# Transient enhanced diffusion of a boron marker in a silicon-on-insulator film

## Problem

A silicon film of thickness $W$ lies on a buried oxide (BOX). Depth $x$ is counted from the top surface, so the film occupies $0<x<W$. The film contains a lightly doped boron marker layer, Gaussian in depth. Silicon ions are implanted below the amorphisation threshold, and the wafer is annealed isothermally in an inert ambient. In the plus-one picture (Giles, 1991) the Frenkel pairs of the cascades recombine early, and one excess self-interstitial per implanted ion survives. The excess is stored in immobile clusters and $\{311\}$ defects, is released during the anneal, and can leave only at the two interfaces.

Let $C_I^*$ be the equilibrium interstitial concentration per unit volume, $s_I=C_I/C_I^*$ the supersaturation and $u=C_I-C_I^*$ the excess. An interface of recombination length $L$ absorbs the flux $D_I u/L$, so that $L=0$ is a perfect sink and $L\to\infty$ a reflecting wall.

Assumed geometry and process:

| quantity | value |
|---|---|
| film thickness $W$ | 300 nm |
| implant dose, equal to the excess dose $Q$ | $2.0\times10^{13}$ cm$^{-2}$ |
| mean depth of the excess $R$ | 60 nm |
| recombination length, top surface $L_1$ | 10 nm |
| recombination length, BOX interface $L_2$ | 20 nm |
| marker centre $x_m$, width $\sigma_0$, peak $C_B$ | 180 nm, 10 nm, $2\times10^{17}$ cm$^{-3}$ |
| anneal | 800 °C for $t_a=900$ s |

Typical material inputs for intrinsic silicon, all approximate:

| quantity | value |
|---|---|
| atomic density $C_0$ | $5.0\times10^{22}$ cm$^{-3}$ |
| $D_IC_I^*/C_0$ | $2980\,e^{-4.95\,\mathrm{eV}/kT}$ cm$^2$/s |
| $D_VC_V^*/C_0$ | $0.92\,e^{-4.14\,\mathrm{eV}/kT}$ cm$^2$/s |
| boron diffusivity $D^*$ | $0.76\,e^{-3.46\,\mathrm{eV}/kT}$ cm$^2$/s |
| interstitial fraction of boron diffusion $f_I$ | 0.95 |
| intrinsic carrier density $n_i$ at 800 °C | $2\times10^{18}$ cm$^{-3}$ |

Two further assumed values serve only to judge time scales: $D_I\ge10^{-10}$ cm$^2$/s, and $s_I-1=10^3$ next to dissolving $\{311\}$ defects.

Find (a) the integrated supersaturation $\theta(x)=\int(s_I-1)\,dt$ in the film and the share of $Q$ lost at each interface, (b) the final marker width in the film and in a bulk wafer with the same implant, (c) how the answer depends on $L_2$ and how $L_2$ could be extracted, and (d) the size of what the model neglects.

## Solution

### Step 1. The coefficients at 800 °C

With $T=1073.15$ K, $kT=0.092477$ eV. Write $\Pi_I=D_IC_I^*$ and $\Pi_V=D_VC_V^*$ for the transport capacities. The reduced activation energies are $4.95/kT=53.527$, $4.14/kT=44.768$ and $3.46/kT=37.415$, with Boltzmann factors $5.670\times10^{-24}$, $3.610\times10^{-20}$ and $5.636\times10^{-17}$.

$$\Pi_I=2980\ \mathrm{cm^2\,s^{-1}}\times5.670\times10^{-24}\times5.0\times10^{22}\ \mathrm{cm^{-3}}=845\ \mathrm{cm^{-1}\,s^{-1}}$$

In the same way $\Pi_V=1.66\times10^{3}$ cm$^{-1}$s$^{-1}$, $D^*=4.28\times10^{-17}$ cm$^2$/s and $f_ID^*=4.07\times10^{-17}$ cm$^2$/s. The factor $C_0$ matters: tables often list $C_I^*$ as an atomic fraction, whereas a dose per area must be divided by a product in cm$^{-1}$s$^{-1}$ to give, with a length, a time. Intermediate numbers below carry guard digits; the final widths are good to two figures at best.

### Step 2. Removing the kinetics

Let $c(x,t)$ be the concentration of interstitials held in clusters. Capture, ripening and emission move interstitials between $u$ and $c$ by rate laws that are nonlinear and poorly known.

> **Predict.** Which combination of $u$ and $c$ obeys an equation free of those rate laws, and what remains of it after integration over the whole anneal?

Clusters do not move, so the sum changes only by diffusion of the free part:

$$\frac{\partial (u+c)}{\partial t}=D_I\frac{\partial^2u}{\partial x^2}.$$

Integrate from the start, where $u+c=q(x)$ with $\int q\,dx=Q$, to a time at which $u$ and $c$ have both vanished. With constant $D_I$ and $C_I^*$, and $\int u\,dt=C_I^*\theta$,

$$\Pi_I\,\theta''(x)=-q(x),\qquad \theta'(0)=\frac{\theta(0)}{L_1},\qquad \theta'(W)=-\frac{\theta(W)}{L_2}.$$

The boundary conditions are linear in $u$ and so pass unchanged to $\theta$. No rate constant survives, and $D_I$ and $C_I^*$ appear only as their product. The price is four conditions: constant temperature, complete dissolution, immobile clusters, and no sink other than the interfaces.

### Step 3. A sheet source between two sinks

Put $q=Q\,\delta(x-R)$.

> **Predict.** In a bulk wafer $\theta$ is flat beyond $R$. What shape must it take beyond $R$ in the film, and where do its straight pieces extrapolate to zero?

Where $q=0$, $\theta$ is linear. The boundary conditions are met by $\theta=A\,(x+L_1)$ for $x<R$ and $\theta=B\,(W+L_2-x)$ for $x>R$, lines that vanish a distance $L_1$ above the surface and $L_2$ inside the oxide. Continuity requires $A(R+L_1)=B(W+L_2-R)$, and the kink at $R$ requires $\Pi_I(A+B)=Q$. With $\Lambda=W+L_1+L_2$,

$$A=\frac{Q}{\Pi_I}\frac{W+L_2-R}{\Lambda},\qquad B=\frac{Q}{\Pi_I}\frac{R+L_1}{\Lambda},$$

$$\boxed{\theta(x)=\frac{Q\,(R+L_1)}{D_IC_I^*}\;\frac{W+L_2-x}{W+L_1+L_2}\qquad (x\ge R)}$$

For $L_2\to\infty$, or $W\to\infty$, the second factor tends to one and the single-sink result $\theta_{\rm bulk}=Q(R+L_1)/(D_IC_I^*)$ returns at every depth beyond $R$. The reason for its flatness is that a region with no sink must give back all it receives, so the time-integrated flux $-\Pi_I\theta'$ through it is zero.

> **Predict.** The real excess is spread in depth. Does the straggle change $\theta$ at a marker that lies beyond all of it?

It does not. The equation is linear and the result is linear in the source depth, so superposition gives $\int q(x')(x'+L_1)\,dx'=Q(R+L_1)$ with $R$ the mean depth.

### Step 4. Numbers for part (a)

The lengths are $R+L_1=70$ nm, $W+L_2-R=260$ nm, $W+L_2-x_m=140$ nm and $\Lambda=330$ nm.

$$\theta_{\rm bulk}=\frac{2.0\times10^{13}\ \mathrm{cm^{-2}}\times70\times10^{-7}\ \mathrm{cm}}{845\ \mathrm{cm^{-1}\,s^{-1}}}=1.657\times10^{5}\ \mathrm{s}$$

> **Predict.** The doses absorbed are $\Pi_IA$ at the top and $\Pi_IB$ at the BOX. Guess the BOX share, then guess by how much the BOX lowers $\theta$ at the marker. Are the two percentages equal?

The shares are $260/330=0.788$ and $70/330=0.212$, that is $1.58\times10^{13}$ cm$^{-2}$ to the surface and $4.24\times10^{12}$ cm$^{-2}$ to the BOX. The two paths act like resistors of 70 nm and 260 nm in parallel, equivalent to 55.2 nm. The profile in the film is:

| $x$ (nm) | 0 | 60 | 180 | 300 |
|---|---|---|---|---|
| $\theta$ (s) | $1.86\times10^{4}$ | $1.305\times10^{5}$ | $7.03\times10^{4}$ | $1.00\times10^{4}$ |

At the source $\theta$ falls below the bulk value by just the BOX share, 21 per cent. At the marker the factor is $140/330=0.424$, a cut of 58 per cent. The extra loss comes from the slope that is needed to carry the flux to the oxide.

### Step 5. Is the anneal long enough?

Take the simplest kinetics as a test: defects pin $s_I-1=10^3$ at $R$ until they are used up. The quasi-steady outflow is

$$J=845\ \mathrm{cm^{-1}s^{-1}}\times10^{3}\left(\frac{1}{70\times10^{-7}\,\mathrm{cm}}+\frac{1}{260\times10^{-7}\,\mathrm{cm}}\right)=1.53\times10^{11}\ \mathrm{cm^{-2}\,s^{-1}},$$

so the store lasts $Q/J=131$ s in the film, against 166 s in bulk, where the second term is absent. Both are well inside 900 s.

> **Predict.** Suppose the pinned supersaturation were ten times smaller. What happens to the duration, and what to $\theta(R)$?

The duration grows tenfold and the product $(s_I-1)\,Q/J=\theta(R)$ stays the same. The transient would then outlast this anneal, however, and the boxed value would be an upper limit not yet reached.

Free interstitials equilibrate across the film much faster. The slowest mode $\sin(\kappa x+\varphi_1)$ has $\kappa W+\arctan\kappa L_1+\arctan\kappa L_2=\pi$. Since $\arctan y<y$, $\kappa>\pi/\Lambda$, and the decay time is below $\Lambda^2/(\pi^2D_I)\le1.1$ s. Hence $s_I-1$ is linear in $x$ beyond the source at almost every instant, not only in the time integral.

### Step 6. From $\theta$ to the marker width

Boron diffuses with $D=D^*[f_Is_I+(1-f_I)s_V]$. With $s_V=1$ the excess diffusivity is $D_{\rm ex}=f_ID^*(s_I-1)$, and

$$\Delta(Dt)=f_ID^*\,\theta .$$

In bulk $\theta$ is uniform beyond $R$ and the variance grows by $2\Delta(Dt)$. In the film $D_{\rm ex}$ varies across the marker, and the form of the flux needs care. The mobile species is a boron–interstitial pair in local equilibrium, with concentration proportional to $s_IC_B$. The pairs flow down their own gradient, so the excess flux is $-\partial(D_{\rm ex}C_B)/\partial x$, with $D_{\rm ex}$ inside the derivative.

> **Predict.** The supersaturation is higher on the surface side. Does the centroid of the marker move up, move down, or stay?

From $\partial C_B/\partial t=\partial^2(D_{\rm ex}C_B)/\partial x^2$, two integrations by parts, with $C_B$ negligible far from the marker, give

$$\frac{d}{dt}\langle (x-x_m)^n\rangle=n(n-1)\,\langle (x-x_m)^{n-2}D_{\rm ex}\rangle .$$

For $n=1$ the right side is zero and the centroid stays. For $n=2$ it is $2\langle D_{\rm ex}\rangle$, and because $D_{\rm ex}$ is linear in $x$ this equals $2D_{\rm ex}(x_m)$. The variance therefore samples $\theta$ at the centre of the marker:

$$\Delta(Dt)=4.07\times10^{-17}\ \mathrm{cm^2\,s^{-1}}\times7.03\times10^{4}\ \mathrm{s}=2.86\times10^{-12}\ \mathrm{cm^2}=286\ \mathrm{nm^2}.$$

The extra variance is $572$ nm$^2$. Equilibrium diffusion adds $2D^*t_a=7.7$ nm$^2$, so

$$\sigma^2=(100+572+7.7)\ \mathrm{nm^2}=680\ \mathrm{nm^2},\qquad \sigma_{\rm film}=26\ \mathrm{nm}.$$

For bulk, $\Delta(Dt)=4.07\times10^{-17}\times1.657\times10^{5}=6.74\times10^{-12}$ cm$^2$, the extra variance is $1.35\times10^{3}$ nm$^2$ and $\sigma_{\rm bulk}=38$ nm. The time-averaged enhancement in the film is $\langle D\rangle/D^*=1+f_I\theta/t_a=75$, a number that depends on the arbitrary choice of $t_a$, whereas $\Delta(Dt)$ does not once the transient is over. The centroid lies 120 nm, or $4.6\,\sigma_{\rm film}$, from both $R$ and $W$, which justifies dropping the boundary terms.

The gradient shows up in the third moment. Write $D_{\rm ex}=D_m(t)[1+k(x-x_m)]$ with $k=-1/(140\ \mathrm{nm})$ and $\tau=\int D_m\,dt$. The case $n=3$ gives $d\mu_3/d\tau=6k\sigma^2$, and with $\sigma^2=\sigma_0^2+2\tau$ (the small thermal term omitted)

$$\mu_3=6k\,(\sigma_0^2\tau+\tau^2)=-4.7\times10^{3}\ \mathrm{nm^3}\quad\text{at }\tau=286\ \mathrm{nm^2}.$$

The skewness is $\mu_3/(672\ \mathrm{nm^2})^{3/2}=-0.27$, a longer tail towards the surface. A flux written as $-D_{\rm ex}\,\partial C_B/\partial x$ would instead move the centroid by $k\tau=-2.0$ nm, which the pair mechanism does not do.

### Step 7. Dependence on the buried sink, part (c)

> **Predict.** Let $L_2$ run from zero to infinity. Against what length must it be compared before the marker notices a change?

The factor is $(120\ \mathrm{nm}+L_2)/(310\ \mathrm{nm}+L_2)$, so $L_2$ competes with the distance $W-x_m=120$ nm from marker to oxide.

| $L_2$ (nm) | BOX share | $\theta(x_m)/\theta_{\rm bulk}$ | extra variance (nm$^2$) |
|---|---|---|---|
| 0 | 0.226 | 0.387 | 522 |
| 20 | 0.212 | 0.424 | 572 |
| 100 | 0.171 | 0.537 | 724 |
| 1000 | 0.053 | 0.855 | $1.15\times10^{3}$ |
| $\infty$ | 0 | 1 | $1.35\times10^{3}$ |

One marker tells a good sink from a poor one, but it cannot tell 0 from 20 nm, since $f_ID^*/\Pi_I$ and $Q$ are known far less well than the 9 per cent that separates the first two rows. The top interface enters with similar weight: $L_1=0$ would lower $\theta(x_m)$ by 12 per cent.

A ratio avoids this difficulty. For markers at $x_1$ and $x_2$ in two otherwise identical films,

$$\rho=\frac{\theta(x_1)}{\theta(x_2)}=\frac{W+L_2-x_1}{W+L_2-x_2},\qquad L_2=\frac{(W-x_1)-\rho\,(W-x_2)}{\rho-1},$$

and $Q$, $R$, $L_1$, $\Pi_I$ and $f_ID^*$ all cancel. With assumed positions $x_1=150$ nm and $x_2=230$ nm, $\rho=170/90=1.889$ for $L_2=20$ nm and $2.143$ for a perfect sink. The slope is $dL_2/d\rho=-(x_2-x_1)/(\rho-1)^2=-101$ nm, so a ratio known to 5 per cent fixes $L_2$ to about $\pm10$ nm.

### Step 8. What was neglected, part (d)

**Vacancies.** Bulk recombination removes interstitials and vacancies in pairs, so it cancels from the difference of the two continuity equations: $\Pi_I\theta''-\Pi_V\theta_V''=-q$, with $\theta_V=\int(s_V-1)\,dt$. If the vacancies have the same recombination lengths, $\theta-(\Pi_V/\Pi_I)\theta_V$ is the quantity that Step 3 computes.

> **Predict.** $\Pi_V$ exceeds $\Pi_I$ at this temperature. Why is the correction nevertheless small?

The vacancy concentration cannot fall below zero, so $\theta_V\ge-t_a$, while $s_I$ can rise a thousandfold. The loss in $\theta$ is at most $(\Pi_V/\Pi_I)\,t_a=1.96\times900\ \mathrm{s}=1.8\times10^{3}$ s, or 2.5 per cent of $\theta(x_m)$. The direct term in the boron diffusivity is bounded by $(1-f_I)t_a=45$ s on the same scale.

**The marker as a carrier.** Pairs transport interstitials too. The total quasi-steady flux is $-\partial[(\Pi_I+f_ID^*C_B)s_I]/\partial x$, so $s_I$ is depressed inside the marker by the fraction $f_ID^*C_B/\Pi_I=8.14/845$, or 1.0 per cent, at the initial peak.

**The marker as a trap.** Its dose is $\sqrt{2\pi}\,\sigma_0C_B=5.0\times10^{11}$ cm$^{-2}$, 2.5 per cent of $Q$. A sink at $x_m$ is a negative source with lever arm $x_m+L_1=190$ nm in place of 70 nm, so even one interstitial held for good by every boron atom would lower $\theta(x_m)$ by only 7 per cent.

**Doping.** At the initial peak $p/n_i=C_B/2n_i+\sqrt{1+(C_B/2n_i)^2}=1.05$, so intrinsic coefficients are adequate to a few per cent.

**Temperature ramps.** Here the independence of kinetics fails. The spread scales as $D^*/\Pi_I\propto e^{+1.49\,\mathrm{eV}/kT}$, with $1.49=4.95-3.46$.

> **Predict.** The same implant is annealed to completion at 700 °C. Is the extra spread larger or smaller?

It is larger, by $\exp[(1.49\ \mathrm{eV}/k_B)(1/973.15\ \mathrm{K}-1/1073.15\ \mathrm{K})]=5.2$ in $\Delta(Dt)$, for unchanged $L_1$ and $L_2$. Interstitials released during a slow ramp therefore count several times over, and the isothermal result needs a ramp that is short against the release time.

**The count of one per ion.** This is the largest systematic term. If each ion leaves $N$ Frenkel pairs whose interstitials lie on average $\delta$ deeper than their vacancies, the difference equation has the source moment $Q(R+L_1)+QN\delta$, an effective factor $1+N\delta/(R+L_1)$ on $Q$. Vacancies that escape to the surface before recombining make $\theta_V$ positive and raise $\theta$ further. As typical knowledge, not as a measurement, the effective count for silicon implants of this dose and depth lies between 1 and roughly 1.5, so the strict plus-one value of $\Delta(Dt)$ tends to be low by up to a third of the true one; a factor 1.5 would give $\sigma_{\rm film}=31$ nm. Typical parameter sets for $D^*/\Pi_I$ near 800 °C also differ by about a factor of two in either direction.

### Answers

The model, with the assumed and typical inputs above, gives $\theta(x_m)=7.0\times10^{4}$ s in the film against $1.7\times10^{5}$ s in bulk, with 79 per cent of the excess lost at the top surface and 21 per cent at the buried oxide. The marker widens from 10 nm to the model's 26 nm in the film and 38 nm in bulk. These widths inherit the uncertainty of $Q$ and $D^*/\Pi_I$. The film-to-bulk ratio of extra variance, $(W+L_2-x_m)/(W+L_1+L_2)=0.42$, depends only on lengths and is the robust prediction.